Dear colleague,

The argument of Niu, Thouless and Wu (1985) makes the Hall conductance an integer after an average over twisted boundary conditions, which nobody performs on a sample. Below I work out, for non-interacting electrons, how far one twist differs from the average, with numbers for a model Dirac film with half gap $\Delta=15$ meV and $\hbar v=0.3$ eV nm.

**From twists to a Riemann sum**

Put the crystal on an $L\times L$ torus with $\psi(\mathbf r+L\hat{\mathbf e}_j)=e^{i\theta_j}\psi(\mathbf r)$, so that $\mathbf k=(2\pi\mathbf n+\boldsymbol\theta)/L$. With $P(\mathbf k)$ the projector on the filled bands, my curvature is $\Omega=i\,\mathrm{Tr}\,P[\partial_{k_x}P,\partial_{k_y}P]$, and $C=\frac1{2\pi}\int\Omega\,d^2k$. The ground state is a Slater determinant, so its curvature $F$ in twist space is a sum over occupied orbitals, and $\partial_{\theta_j}=L^{-1}\partial_{k_j}$ gives

$$2\pi F(\boldsymbol\theta)=\frac1{2\pi}\Big(\frac{2\pi}{L}\Big)^2\sum_{\mathbf n}\Omega\Big(\frac{2\pi\mathbf n+\boldsymbol\theta}{L}\Big).\tag{1}$$

This is the Riemann sum for $C$ on a mesh shifted by $\boldsymbol\theta/L$. It is also the Kubo Hall conductance at fixed twist in units of $e^2/h$, up to a sign set by orientation. Poisson summation turns (1) into a sum over paths that wind $\mathbf m=(m_x,m_y)$ times round the torus:

$$2\pi F-C=\sum_{\mathbf m\ne0}e^{i\mathbf m\cdot\boldsymbol\theta}\,\tilde\Omega(\mathbf mL),\qquad \tilde\Omega(\mathbf R)=\frac1{2\pi}\int\Omega\,e^{-i\mathbf k\cdot\mathbf R}\,d^2k.\tag{2}$$

The twist average removes every term on the right. For finite-range hopping, $P$ is analytic in complex $k_x$ until the gap closes, which defines a strip $|\mathrm{Im}\,k_x|<1/\xi$. So $1/\xi$ is the half-width, the distance from the real axis to the nearest singularity; take the smaller value of the two directions. Shifting the contour by any $\eta<1/\xi$ bounds the nearest images by a constant times $e^{-\eta L}$. Going all the way to the singularity gives $|2\pi F-C|\le A\,L^a e^{-L/\xi}$, with the power set by its type. An isotropic singularity $(k^2+q^2)^{-s}$ transforms to a multiple of $R^{s-1}K_{s-1}(qR)\sim R^{s-3/2}e^{-qR}$, hence $a=s-3/2$.

**The film and its dimensionless groups**

Take two surfaces ($\tau$) with spin ($\sigma$):
$$H=\hbar v\,\tau_z(k_x\sigma_x+k_y\sigma_y)+\Delta\sigma_z+Bk^2\tau_x .$$
The hybridisation is set to zero at $k=0$, so that the half gap there is $\Delta$. The operator $\tau_x\sigma_z=\pm1$ commutes with $H$, and in each of its sectors $\tau_x=\pm\sigma_z$. The film is two Dirac blocks of equal chirality with masses $\Delta\pm Bk^2$.

From $L$, $\Delta$, $\hbar v$, $B$, the lattice constant $a_0$ and $k_BT$, with one energy unit and one length unit free, four groups remain:
$$\ell=\frac{L}{\xi},\quad \beta=\frac{B\Delta}{(\hbar v)^2},\quad \frac{a_0}{\xi},\quad \frac{k_BT}{\Delta},\qquad \xi=\frac{\hbar v}{\Delta}=20\ \text{nm}.$$
With the last three at zero the deviation depends on $\ell$ and $\boldsymbol\theta$ alone. Doubling the gap, halving the velocity and doubling the sample are the same operation.

**Pure cones: an exact result**

For $B=0$ the lower band of each block has $\Omega=\kappa/[2(k^2+\kappa^2)^{3/2}]$ with $\kappa=1/\xi$. Integrating over $k_y$ gives $\kappa/(k_x^2+\kappa^2)$. The branch points collapse into simple poles at $k_x=\pm i\kappa$, and the residue yields $\tilde\Omega(R)=\frac12e^{-R/\xi}$ with no power of $R$, as $s=3/2$ requires. The two blocks give $C=1$ and

$$2\pi F-1=S(\boldsymbol\theta;\ell)=\sum_{\mathbf m\neq0}\cos(\mathbf m\cdot\boldsymbol\theta)\,e^{-|\mathbf m|\ell}.\tag{3}$$

All coefficients are positive, so $|S|\le S(0;\ell)$: periodic boundary conditions are the worst case, because a mesh point then sits on the curvature peak.

*Large $\ell$.* The first shells give
$$S=2(\cos\theta_x+\cos\theta_y)e^{-\ell}+4\cos\theta_x\cos\theta_y\,e^{-\sqrt2\ell}+2(\cos2\theta_x+\cos2\theta_y)e^{-2\ell}+\dots$$
so $a=0$ and $A\to4$. The leading relative correction at $\boldsymbol\theta=0$ is $e^{-(\sqrt2-1)\ell}$, which dies slowly: it is 0.126 at 100 nm and drops below a tenth at $\ell=5.56$, or 111 nm. The twist can be chosen to cancel shells. At $(0,\pi)$ the first vanishes and $S\simeq-4e^{-\sqrt2\ell}$. At $(\pi/2,\pi/2)$ only even $m_x,m_y$ survive, and exactly $S(\tfrac\pi2,\tfrac\pi2;\ell)=S(\pi,\pi;2\ell)\simeq-4e^{-2\ell}$: the sample behaves as if it were twice as large.

*Small $\ell$.* Here (1) is the better form. For the film it reads
$$2\pi F=2\pi\ell\sum_{\mathbf n}\big(|2\pi\mathbf n+\boldsymbol\theta|^2+\ell^2\big)^{-3/2}.\tag{4}$$
The $\mathbf n=0$ term is a spike of height $2\pi/\ell^2$ and width $\ell$ in twist. Its integral over the plane, divided by the area $4\pi^2$ of the twist zone, is 1, so as $\ell\to0$ the whole Chern number sits in it. With $Z=\sum_{\mathbf n\ne0}|\mathbf n|^{-3}=9.03$,
$$2\pi F(0)=\frac{2\pi}{\ell^2}+\frac{Z\ell}{4\pi^2}+O(\ell^3),\qquad 2\pi F(\pi,\pi)=\frac{(2\sqrt2-1)Z\ell}{4\pi^2}+O(\ell^3),$$
with linear coefficients 0.229 and 0.418. At $\ell=1$ these forms give 6.512 and 0.418, where the full sum (3) gives 6.507 and 0.397. In this regime the average is indispensable: a generic twist sees a value that vanishes linearly with $\ell$.

*Crossover.* The spike height equals the plateau value at $\ell=\sqrt{2\pi}=2.51$, or $L=50$ nm. Read at fixed $L=100$ nm, where $\hbar v/L=3$ meV, the same point is a half gap of 7.5 meV.

| $L$ (nm) | $\ell$ | $4e^{-\ell}$ | $S(0,0)$ | $S(\pi,\pi)$ | $S(\frac\pi2,\frac\pi2)$ |
|---|---|---|---|---|---|
| 20 | 1 | 1.47 | 5.51 | $-0.603$ | $-0.310$ |
| 50 | 2.5 | 0.328 | 0.512 | $-0.211$ | $-2.35\times10^{-2}$ |
| 100 | 5 | $2.70\times10^{-2}$ | $3.06\times10^{-2}$ | $-2.35\times10^{-2}$ | $-1.79\times10^{-4}$ |
| 200 | 10 | $1.82\times10^{-4}$ | $1.84\times10^{-4}$ | $-1.79\times10^{-4}$ | $-8.24\times10^{-9}$ |

The worst-case deviation falls to $10^{-2}$ at 121 nm, $10^{-6}$ at 304 nm and $10^{-9}$ at 442 nm; asymptotically each decade costs $\xi\ln10=46$ nm. Since $d\ln S/d\ln\Delta\simeq-\ell$, these lengths are only as certain as the gap, while the deviation at fixed length is far less certain than the gap.

**The quadratic term**

For the block with mass $M=\Delta-Bk^2$ (the other follows from $\beta\to-\beta$), $E^2=(\hbar vk)^2+M^2$ and
$$\Omega=\frac{(\hbar v)^2(\Delta+Bk^2)}{2E^3}.$$
For $B>0$ this block has $C=1$ and its partner $C=0$, so the total is unchanged. The gap closes at $k^2=-q^2$ with $(\Delta+Bq^2)^2=(\hbar vq)^2$. With $w=\sqrt{1-4\beta}$ the roots are $q_1=2\kappa/(1+w)$ and $q_2=\kappa(1+w)/(2|\beta|)$, and $E^2=B^2(k^2+q_1^2)(k^2+q_2^2)$. Evaluate the smooth factors at $k^2=-q_1^2$, using $\Delta-Bq_1^2=2\Delta w/(1+w)$ and $B^2(q_2^2-q_1^2)=(\hbar v)^2w$. Since $(k^2+q_1^2)^{-3/2}$ transforms to $e^{-q_1R}/q_1$,
$$\tilde\Omega(R)\simeq\tfrac12(1-4\beta)^{-1/4}e^{-q_1R},\qquad q_1=\kappa(1+\beta+2\beta^2+\dots),\tag{5}$$
with a relative correction $\beta\xi/R$ at small $\beta$ from the slope of the smooth factors.

*Small $\beta$.* I assume $B=0.3$ eV nm$^2$ for illustration, so $\beta=0.05$. The decay lengths $1/q_1$ split into 18.9 nm for the $C=1$ block and 21.0 nm for the $C=0$ block, with amplitude factors 1.057 and 0.955. The far branch points have lengths near $B/\hbar v=1$ nm and leave no trace. The trivial block decays more slowly and wins at large $L$. To first order in $\beta$ in the exponents, the first shell acquires a factor $\cosh[\beta(\ell-1)]$, so the splitting matters from $L\sim\xi/\beta=400$ nm on. At 100 nm the two blocks compensate to better than one per cent; at 400 nm (5) raises the deviation by a factor 1.36, and the $10^{-9}$ threshold moves from 442 to 450 nm.

*Larger $\beta$.* At $\beta=1/4$, which needs $B=1.5$ eV nm$^2$, the two branch points of the $C=1$ block merge at $q=2\kappa$ and the amplitude in (5) diverges, the sign of a changed power. The numerator vanishes at the same point, so $\Omega=8\kappa^2/(k^2+4\kappa^2)^2$ and $\tilde\Omega=2\kappa R\,K_1(2\kappa R)$: here $s=2$ and $a=1/2$. Beyond it the roots are complex, $q=\kappa(1\pm i\sqrt{4\beta-1})/(2\beta)$. This block's contribution then oscillates with $L$ inside an envelope of length $2B/\hbar v$, which no longer contains $\Delta$. That length overtakes the partner's, $\xi(1+\sqrt{1+4\beta})/2$, at $\beta=3/4$. Above $\beta=1/2$ the smallest gap of the block has left $k=0$, and $\Delta$ is no longer the half gap. The rule $\xi=\hbar v/\Delta$ is therefore a small-$\beta$ statement.

**The lattice constant**

Replacing $k_x$ by $\sin(k_xa_0)/a_0$ moves the branch point to $\sinh(qa_0)=\kappa a_0$, so $q=\kappa[1-(\kappa a_0)^2/6+\dots]$. For an assumed $a_0=0.4$ nm, $a_0/\xi=0.02$ and the relative shift is $6.7\times10^{-5}$, which changes $e^{-qL}$ at 442 nm by $1.5\times10^{-3}$. This is negligible beside $\beta$.

**Temperature**

With the chemical potential at mid-gap and $B=0$, the Kubo sum weights $\Omega$ by $\tanh(E/2k_BT)$. The twist average itself then falls below 1, by
$$\delta_T=\int_\Delta^\infty\frac{2\Delta\,dE}{E^2\,(e^{E/k_BT}+1)}\simeq\frac{2k_BT}{\Delta}e^{-\Delta/k_BT}\Big(1-\frac{2k_BT}{\Delta}+\dots\Big),$$
and no averaging cures this. Setting the leading term equal to $4e^{-L/\xi}$ gives
$$L^*\simeq\frac{\hbar v}{k_BT}+\xi\ln\frac{2\Delta}{k_BT}.$$
To leading order the gap drops out: size wins below the thermal length $\hbar v/k_BT$, temperature above it. At 20 K, $\Delta/k_BT=8.70$ and $\delta_T=3\times10^{-5}$; the thermal length is 174 nm, the estimate gives $L^*=231$ nm, and the full integral set against (3) gives 235 nm. At 4.2 K, $L^*$ is about 0.92 µm.

The images change too. Expanding the hyperbolic tangent in its poles $\omega_n=(2n+1)\pi k_BT$, the film has
$$\tilde\Omega_T(R)=\frac{\Delta}{2k_BT}K_0(\kappa R)-\sum_{n\ge0}\frac{4k_BT\Delta}{\omega_n^2}K_0\Big(\kappa R\sqrt{1+\omega_n^2/\Delta^2}\Big).$$
The strip keeps its half-width, but the nearest singularity is now a pole, $s=1$, and $a=-1/2$ once $L$ exceeds about $2\Delta\hbar v/(\pi k_BT)^2$, which is 307 nm at 20 K. At 235 nm the first image is $0.98\,e^{-\ell}$, so the crossing above stands. For $k_BT\gg\Delta$ the average tends to zero and there is no plateau to be flat about.

**What carries over to a device**

All these numbers are the model's. The torus has no edges, but the roots $q_{1,2}$ of the $C=1$ block are also the decay constants of its zero-energy edge state, so opposite edges of a bar decouple on the same scale of about 20 nm. Disorder and interactions remove the mesh sum (1), and the derivation above does not cover them. Magnetically doped films typically show transport activation energies far below their nominal exchange gap, often by an order of magnitude or more, so the thermal deficits computed here are much too optimistic for such a film, and the clean $\xi$ is likely too short. What the clean model does establish is the scaling: a spike carrying the whole Chern number for $L\lesssim2.5\,\xi$, and beyond a few $\xi$ a curvature flat to $4e^{-L/\xi}$, so that one twist fixes the integer and the average adds nothing.